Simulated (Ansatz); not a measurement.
# TaN: pressure and largest V_zz against volume scale

Results calculated with Ansatz 0.2.0, not measured. Periodic Kohn-Sham DFT of a crystal at fixed atoms, scaled to volume_scale times the given cell; pressure positive in compression, energy less spherical unpolarised free atoms, largest_vzz the field gradient of largest size among the nuclei.

The cell before it is scaled or strained (space group P-6m2, No. 187):
```
TaN
1.0
      2.9380     0.0000     0.0000
     -1.4690     2.5444     0.0000
      0.0000     0.0000     2.8830
Ta N
1 1
Direct
  0.33333 0.66667 0.50000
  0.00000 0.00000 0.00000
```

Settings of every row: method frozen-core PAW; functional PBEsol; relativity scalar; k mesh 12x12x10; filling fermi-dirac; smearing width 0.02 eV; wave cutoff 420 eV; paw set soft_2.

Atom start moment: 0 on all atoms.

Limits: PAW files made with PBE; field gradient without spin-orbit coupling on heavy atoms; no gap: field gradients move with the k mesh; no spin-orbit coupling on heavy atoms.

| row | volume scale | V (Å³/atom) | pressure (GPa) | largest V_zz (1e21 V/m^2) |
| --- | --- | --- | --- | --- |
| 1 | 0.94 | 10.129 | 19.405 | 4.26 |
| 2 | 0.9405 | 10.135 | 19.168 | 4.269 |
| 3 | 0.96 | 10.345 | 10.422 | 4.599 |
| 4 | 0.97 | 10.453 | 6.282 | 4.752 |
| 5 | 0.98 | 10.56 | 2.36 | 4.904 |
| 6 | 0.99 | 10.668 | -1.355 | 5.05 |
| 7 | 1 | 10.776 | -4.874 | 5.185 |
| 8 | 1.01 | 10.884 | -8.207 | 5.317 |
| 9 | 1.02 | 10.991 | -11.364 | 5.445 |
| 10 | 1.03 | 11.099 | -14.355 | 5.568 |
| 11 | 1.04 | 11.207 | ? | ? |

Question: what pressure and largest V_zz should row 11 give?

Worked fit of pressure. Take u = (V_r/V)^(2/3) − 1 with V_r = 10.614 Å³ an atom, which is twice the finite (Eulerian) strain; such expansions in the strain, on which the Birch-Murnaghan equation of state is built, carry the rest volume and the bulk modulus. The shown rows have u = 0.03167, 0.03126, 0.01726, 0.01024, 0.00341, -0.00338, -0.01005, -0.01661, -0.023, -0.02935. Least squares give pressure = 0.4879 + 549.799 × u + 1511.42 × u² GPa; a straight line predicts inner rows, each left out in turn, worse (root mean square 0.58 against 0.018 GPa). The rows lie off it by -0.011, 0.016, -0.006, 0.006, -0.020, -0.002, 0.011, 0.020, -0.006, -0.008 (root mean square 0.012 GPa). The pressure vanishes at u = -0.0009, or V = 10.63 Å³ an atom, and there the bulk modulus at fixed shape and fractions is B = −V dP/dV = (2/3)(1 + u) dP/du = 364 GPa. Letting shape and atoms relax would as a rule lower it, by much in layered, chain or molecular crystals. The withheld row has u = -0.03559, so the fit gives 0.4879 + 549.799 × (-0.03559) + 1511.42 × (-0.03559)² = -17.165 GPa.

The calculation gave -17.186 GPa. The fit lies 0.021 GPa (0.057 % of the column's range) above it; its largest miss of a shown row is 0.020 GPa. This row lies beyond the range of the fit.

Worked fit of largest V_zz. Take t = volume scale − 0.98. The shown rows have t = -0.04, -0.0395, -0.02, -0.01, 0, 0.01, 0.02, 0.03, 0.04, 0.05. Least squares give largest V_zz = 4.9037 + 14.805 × t − 31.36 × t² 1e21 V/m^2; a straight line predicts inner rows, each left out in turn, worse (root mean square 0.026 against 0.0025 1e21 V/m^2). The rows lie off it by -0.001, -0.001, 0.004, -0.001, 0.000, 0.001, -0.002, -0.003, -0.001, 0.002. The withheld row has t = 0.06, so the fit gives 4.9037 + 14.805 × (0.06) − 31.36 × (0.06)² = 5.679 1e21 V/m^2.

The calculation gave 5.69 1e21 V/m^2. The fit lies 0.011 1e21 V/m^2 (0.77 % of the column's range) below it; its largest miss of a shown row is 0.004 1e21 V/m^2. This row lies beyond the range of the fit.
